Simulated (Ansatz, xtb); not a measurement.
# Two isomers of C3H9BGeO

Structure I: `C=CCB[O][GeH3]`, a singlet. Structure II: `O[B]1CC[CH2][GeH2]1`, a singlet. Both are isolated molecules in the gas phase, relaxed with PBE-D3(BJ)/def2-SVP; the shapes shown needn't be the lowest conformers.

I (Å):

```xyz
15

C    -0.7467    1.8121   -1.4405
C    -0.4182    1.3871   -0.2044
C    -1.1529    0.3523    0.6020
B    -0.2358   -0.9536    0.7197
Ge   -0.6302   -1.8076   -2.0290
O    -0.0315   -1.8208   -0.3019
H    -0.1293    2.5488   -1.9773
H    -1.6560    1.4526   -1.9514
H     0.4992    1.7958    0.2598
H    -2.1230    0.1089    0.1155
H    -1.3681    0.7412    1.6201
H     0.3678   -1.2167    1.7537
H     0.3610   -0.9601   -2.8569
H    -2.0748   -1.2489   -2.0883
H    -0.5908   -3.3020   -2.4239
```

II (Å):

```yaml
atoms:
  - { symbol: C, position_ang: [1.2696, 1.4219, 1.0633] }
  - { symbol: C, position_ang: [-0.1626, 1.2691, 1.6256] }
  - { symbol: C, position_ang: [-1.0912, 0.5884, 0.5976] }
  - { symbol: B, position_ang: [1.7431, 0.0888, 0.3541] }
  - { symbol: Ge, position_ang: [-0.0239, -0.9411, -0.1172] }
  - { symbol: O, position_ang: [3.0613, -0.1754, 0.1440] }
  - { symbol: H, position_ang: [3.2051, -1.0151, -0.3270] }
  - { symbol: H, position_ang: [1.2614, 2.1890, 0.2483] }
  - { symbol: H, position_ang: [1.9949, 1.7982, 1.8160] }
  - { symbol: H, position_ang: [-0.1203, 0.6432, 2.5450] }
  - { symbol: H, position_ang: [-0.5767, 2.2491, 1.9488] }
  - { symbol: H, position_ang: [-2.0630, 0.2881, 1.0355] }
  - { symbol: H, position_ang: [-1.3063, 1.2739, -0.2501] }
  - { symbol: H, position_ang: [-0.3459, -1.2812, -1.6010] }
  - { symbol: H, position_ang: [-0.2951, -2.2294, 0.7170] }
```

Problem. Estimate which is lower in electronic energy at CCSD(T)/def2-SVP + ΔMP2/def2-TZVPP, and by roughly how much.

Solution. The CCSD(T)/def2-SVP + ΔMP2/def2-TZVPP calculation puts structure II lower, by 11.9 kcal/mol.

The same difference at several levels:

| level | geometry | E(II) − E(I) (kcal/mol) | departure from the last row (kcal/mol) | job, with rough time for the two |
| --- | --- | --- | --- | --- |
| GFN2-xTB | GFN2-xTB | +7.7 | +19.6 | optimisation, 0.51 s |
| HF/STO-3G | GFN2-xTB | −29.5 | −17.6 | single point, 0.46 s |
| r2SCAN-D4/def2-SVP | GFN2-xTB | −16.6 | −4.7 | single point, 4.2 s |
| PBE-D3(BJ)/def2-SVP | PBE-D3(BJ)/def2-SVP | −16.8 | −4.9 | optimisation, 35 s |
| HF/def2-SVP | PBE-D3(BJ)/def2-SVP | −4.6 | +7.3 | part of the CCSD(T) run |
| MP2/def2-SVP | PBE-D3(BJ)/def2-SVP | −12.2 | −0.2 | part of the CCSD(T) run |
| CCSD(T)/def2-SVP | PBE-D3(BJ)/def2-SVP | −9.8 | +2.1 | single point |
| CCSD(T)/def2-SVP + ΔMP2/def2-TZVPP | PBE-D3(BJ)/def2-SVP | −11.9 |  | single point, 97 s |

As drawn, II has 1 C–C, 1 C–Ge, 1 B–Ge, 1 O–H, 1 C–H in place of 1 C=C, 1 Ge–O, 1 B–H, 1 Ge–H. Structure I has no ring, II a 5-membered ring.

GFN2-xTB puts the two in the other order. The largest departure from CCSD(T)/def2-SVP + ΔMP2/def2-TZVPP is that of GFN2-xTB, 19.6 kcal/mol. The last row adds to CCSD(T) the change of the MP2 difference between the two basis sets, here −2.1 kcal/mol.

With thermal terms from frequencies at re-optimised GFN2-xTB minima (ideal gas, soft modes damped towards free rotors, one conformer each, 298.15 K, 1 atm): on the last row, ΔE + ΔZPE = −7.2, ΔH = −8.0, ΔG = −5.9 kcal/mol.

The correlated steps freeze 14 core orbitals; the filled d shell of Ge is correlated, in a basis made for valence electrons. Programs: Ansatz 0.2.0, xtb 6.7.1; the last row on 4 threads of Arm Neoverse V1 on a shared host.

The cyclic borinic acid II lies below the open-chain germyl ether I, and its preference survives the thermal terms, falling from −11.9 kcal/mol in electronic energy to −5.9 kcal/mol in free energy. The main driving force is probably the exchange of the alkene π bond for σ bonds, helped by the formation of a strong O–H bond. Against this stand the loss of the strong, polar Ge–O bond and the gain of only a comparatively weak B–Ge bond. Boron keeps its oxygen neighbour in both isomers, so π donation from the oxygen lone pair into the empty boron p orbital largely cancels, and a saturated five-membered ring adds little strain. Zero-point energy disfavours II, as expected when stiff O–H and C–H stretches replace softer Ge–H and B–H ones; entropy disfavours it further because ring closure removes internal rotations. Correlation strengthens the preference already present in HF/def2-SVP, plausibly through the more compact σ framework of the ring. The energy difference says nothing about how readily I would cyclise, since that depends on the barrier.
